Dielectric function of fcc aluminium (a = 4.016 Å) for independent particles, without local fields or excitons, including an undamped Drude term for the free carriers. Calculated with Ansatz 0.2.0 using PBEsol and scalar-relativistic plane-wave PAW, with a 420 eV cutoff, k mesh 20×20×20 (30×30×30 for the optics), Fermi-Dirac smearing of 0.15 eV and Gaussian broadening of 0.1 eV.

| photon energy (eV) | dielectric imaginary xx | dielectric real xx |
| --- | --- | --- |
| 0.1 | 12.9 | -15500 |
| 0.3 | 24.8 | -1660 |
| 0.5 | 94.4 | -562 |
| 0.7 | 47.5 | -336 |
| 0.9 | 18.2 | -194 |
| 1.1 | 12.2 | -117 |
| 1.3 | 14.4 | -64.3 |
| 1.5 | 65.0 | -35.4 |
| 1.7 | 43.7 | -75.5 |
| 1.9 | 25.6 | -62.4 |
| 2.1 | 17.2 | -52.2 |
| 2.3 | 12.3 | -43.8 |
| 2.5 | 9.10 | -37.2 |
| 2.7 | 6.97 | -31.9 |
| 2.9 | 5.47 | -27.6 |
| 3.1 | 4.37 | -24.1 |
| 3.3 | 3.56 | -21.2 |
| 3.5 | 2.94 | -18.7 |
| 3.7 | 2.45 | -16.7 |
| 3.9 | 2.07 | -14.9 |
| 4.1 | 1.76 | -13.4 |
| 4.3 | 1.51 | -12.1 |
| 4.5 | 1.30 | -11.0 |
| 4.7 | 1.12 | -9.99 |
| 4.9 | 0.97 | -9.11 |
| 5.1 | 0.85 | -8.34 |
| 5.3 | 0.75 | -7.64 |
| 5.5 | 0.66 | -7.02 |
| 5.7 | 0.58 | -6.47 |
| 5.9 | 0.52 | -5.97 |
| 6.1 | 0.47 | -5.52 |
| 6.3 | 0.42 | -5.11 |
| 6.5 | 0.38 | -4.74 |
| 6.7 | 0.34 | -4.40 |
| 6.9 | 0.31 | -4.09 |
| 7.1 | 0.27 | -3.81 |
| 7.3 | 0.24 | -3.54 |
| 7.5 | 0.22 | -3.30 |
| 7.7 | 0.20 | -3.08 |
| 7.9 | 0.18 | -2.87 |

The real part of the dielectric function measures how strongly the electrons screen the light, and the imaginary part measures how strongly they absorb it. In aluminium the real part is large and negative in the infrared, as in any good metal. It does not simply shrink as the photon energy rises, however: between 1.5 and 1.7 eV it falls back from −35.4 to −75.5. The imaginary part has peaks at 0.5 and 1.5 eV and a long tail into the ultraviolet.

**How many electrons respond**

A gas of free electrons gives a real part of 1 − Eₚ²/E², where E is the photon energy and Eₚ the plasma energy, whose square is proportional to the electron density. For three free electrons an atom at this volume, Eₚ is 15.98 eV. The table can therefore be turned into an apparent number of free electrons an atom, N = 3(1 − real part)E²/Eₚ². If aluminium were a plain free-electron metal, N would be three in every row.

At 0.1 eV the count is only 1.8. At 7.9 eV it is 2.8, and it has been close to that value since 2.5 eV. About one electron an atom thus seems to be absent in the infrared and present in the ultraviolet. The explanation has to say where this electron is in between.

**First explanation: heavier carriers**

The tempting answer is that the lattice makes the electrons heavier, so that three of them respond like 1.8. This describes the row at 0.1 eV by construction, and a Drude formula with a reduced weight can describe the free carriers' response in the infrared. A larger mass in that formula, however, reduces the response by the same factor at each photon energy. Carried to 7.9 eV, the infrared weight gives a real part of −1.5, about half the size of the computed −2.87.

The explanation is right about the infrared and wrong as a general account. For a process engineer who models an aluminium film optically, this means that a single Drude term set in the infrared should not be carried into the ultraviolet. The strength lost at low energy comes back, and the row at 1.5 eV shows where.

**What happens at 1.5 eV**

There the apparent count drops to about 1.0, and one row later it is 2.6. No electrons vanish and return. Electrons that can be lifted across an energy gap respond in step with the field when the photon energy is below the gap, and so cancel part of the free carriers' response. Above the gap they respond in opposite step, as free carriers do, and add to it.

The absorption peak at the same energy belongs to the same transitions. The calculation includes no scattering of the free carriers, so its imaginary part comes entirely from transitions between bands. In a real film scattering adds strong infrared absorption, which largely covers the peak at 0.5 eV. The jump in the real part is no separate evidence, because causality ties it to the absorption peak. The shape of the absorption has to decide what kind of transition this is.

**Second explanation: crowded levels**

One possibility is that many pairs of filled and empty states happen to lie 1.5 eV apart, each pair with the same momentum matrix element at any energy. Apart from a factor 1/E² from the coupling to light, the number of pairs alone would then shape the spectrum. For bands that run parallel along a plane in momentum space, such a spectrum has a peak at the gap G and a tail that falls as 1/√(E² − G²).

The tail of the table is much steeper. Matched to the computed value at 2.1 eV, this picture gives an imaginary part of 3.3 at 7.9 eV, where the calculation has 0.18. Crowding can account for a peak, but the strength of each transition must also fall quickly as the photon energy rises.

**Third explanation: gaps at the Bragg planes**

A free electron cannot absorb a photon by itself, because it cannot take up the energy and conserve momentum. The lattice can supply momentum ħK, where K is the length of a reciprocal lattice vector. This works best near a Bragg plane, where the lattice mixes two plane waves of nearly equal energy and opens a gap G. Motion along the plane adds the same kinetic energy to both mixed states, so their separation stays the same over a wide area, and this causes the crowding at G.

Further from the plane, the separation E grows and the two states return to pure plane waves. The momentum matrix element between them is ħKG/(2E), so it fades as the photon energy rises. This is what the second explanation lacks.

The imaginary part is the product of four factors:

- 1/E² from the coupling to light;
- (KG/E)² from the squared matrix element;
- E/(K√(E² − G²)) from the number of pairs at different distances from the plane;
- E from the ring of momenta along the plane in which the lower state is filled and the upper one empty.

With the constants put in, and the light polarised along K, one pair of opposite planes contributes

e²KG² / (E²√(E² − G²)).

Here e² is 14.4 eV Å. Averaging over the cubic directions gives a factor of 1 for the (200) planes and 4/3 for the (111) planes. The gaps are read from the peak rows, 1.5 eV for (200) and 0.5 eV for (111). This assignment follows the established band structure of aluminium, since the spectrum alone does not name the planes.

**The estimate at 7.9 eV**

This row was not used to set the gaps. For the (200) planes K is 4π/a = 3.13 Å⁻¹, with a the lattice constant, and the formula gives

14.4 × 3.13 × 1.5² / (7.9² × √(7.9² − 1.5²)) = 0.21.

Above roughly 5 eV the upper state is empty even at the centre of the plane, so the ring can no longer grow in proportion to E. With a free-electron Fermi energy, a share of 0.77 of it is left at 7.9 eV, which lowers the contribution to 0.16. The (111) planes add 0.03, and the total of 0.19 compares with 0.18 in the table.

From 1.7 eV upwards the model stays within 7 % of the computed imaginary part, although that quantity falls more than two-hundredfold. The absolute height is less certain than this suggests, because it depends on the square of a gap read from rows 0.2 eV apart. On a finer energy grid the computed imaginary part is 28.3 at 1.4 eV, 65.0 at 1.5 eV and 67.6 at 1.6 eV, so its peak lies between the last two. Because a broadened edge peaks slightly above its gap, this supports an upper gap of about 1.5 eV. The calculation also reports an extremum at 1.44 eV, but the absorption is still rising there. Taking that value as the gap would put the model on average 8 % below the table, which shows how sensitive the height is. The steep fall of the tail hardly depends on this choice. The run also warns that a metal is sensitive to the k mesh, but its own error estimates for the optical data are well below one per cent. They do not cover the PAW datasets, which were made for PBE rather than PBEsol and may shift the gaps slightly.

Between the two peaks the model is less exact. At 0.7 and 0.9 eV it lies 14 and 18 % above the table, and just below the upper peak it fails. At 1.3 eV it gives 6.4, less than half of the computed 14.4. Below the lower peak it gives no absorption at all, where the table has 12.9 at 0.1 eV and 24.8 at 0.3 eV. The model treats each gap as a sharp edge. The calculation broadens each transition, and the real gap probably also varies somewhat along the plane.

**Where the electron went**

To count electrons, the sum rule weights the imaginary part with the photon energy, integrates it and multiplies by 2/π. If the reduced ring at high energy is ignored, the formula then gives a total strength of e²KG for the (200) planes, proportional to the gap itself. Expressed in electrons an atom, this is

3 × 14.4 × 3.13 × 1.5 / 15.98² = 0.79.

The (111) planes add 0.31, which makes 1.1 electrons an atom in all. The calculation itself assigns 1.0 to transitions between bands and 1.8 to the free carriers. These two sum to about 5 % less than three, so differences below about 0.2 electrons an atom should not be interpreted.

The numbers thus reject a fixed carrier weight and a constant transition strength, and they agree with Bragg-plane gaps in both the tail and the total. That the electron is moved rather than lost is the useful point for other simple metals. Where the Fermi sphere cuts the Bragg planes, a weaker lattice potential opens smaller gaps, which moves the absorption to lower energy and takes less strength from the free carriers.

Sodium shows the other limit. Its single valence electron fills a Fermi sphere that ends before the nearest Bragg planes, so the pairs right at the gap are empty and cannot absorb. Its absorption between bands starts well above the gap and is weak, and its apparent count should stay close to one electron an atom on both sides of that onset. Aluminium's three electrons push the sphere through the planes, and this makes its optical response depart so clearly from that of free electrons.

The printed output below lists the apparent counts and compares the model with the table.

The analysis program printed:

```
plasma energy of three free electrons an atom, eV: 15.98
apparent free electrons an atom at 0.1 eV: 1.82
apparent free electrons an atom at 1.1, 1.3, 1.5 and 1.7 eV: 1.677, 1.296, 0.9618, 2.596
apparent free electrons an atom at 2.5 eV: 2.804
apparent free electrons an atom at 7.9 eV: 2.836
real part at 0.1 eV if all three electrons were free: -25545
real part at 7.9 eV if the weight of the 0.1 eV row held: -1.484
Bragg-plane model, imaginary part at 0.7, 0.9, 1.1 and 1.3 eV: 54.18, 21.46, 10.97, 6.414
Bragg-plane model, imaginary part at 2.1 eV: 17.09
Bragg-plane model, imaginary part at 3.9 eV: 2.073
Bragg-plane model, imaginary part at 5.9 eV: 0.5183
Bragg-plane model, imaginary part at 7.9 eV: 0.1874
smallest ratio of model to table from 1.7 eV up: 0.9662
largest ratio of model to table from 1.7 eV up: 1.067
mean ratio of model to table from 1.7 eV up with the upper gap at 1.44 eV: 0.9192
constant matrix element, matched at 2.1 eV, imaginary part at 7.9 eV: 3.259
share of the (200) ring of pairs left at 7.9 eV: 0.7685
electrons an atom moved to transitions by the (200) gap, model: 0.7937
electrons an atom moved to transitions by the (111) gap, model: 0.3055
electrons an atom missing from the free count at 0.1 eV: 1.18
```
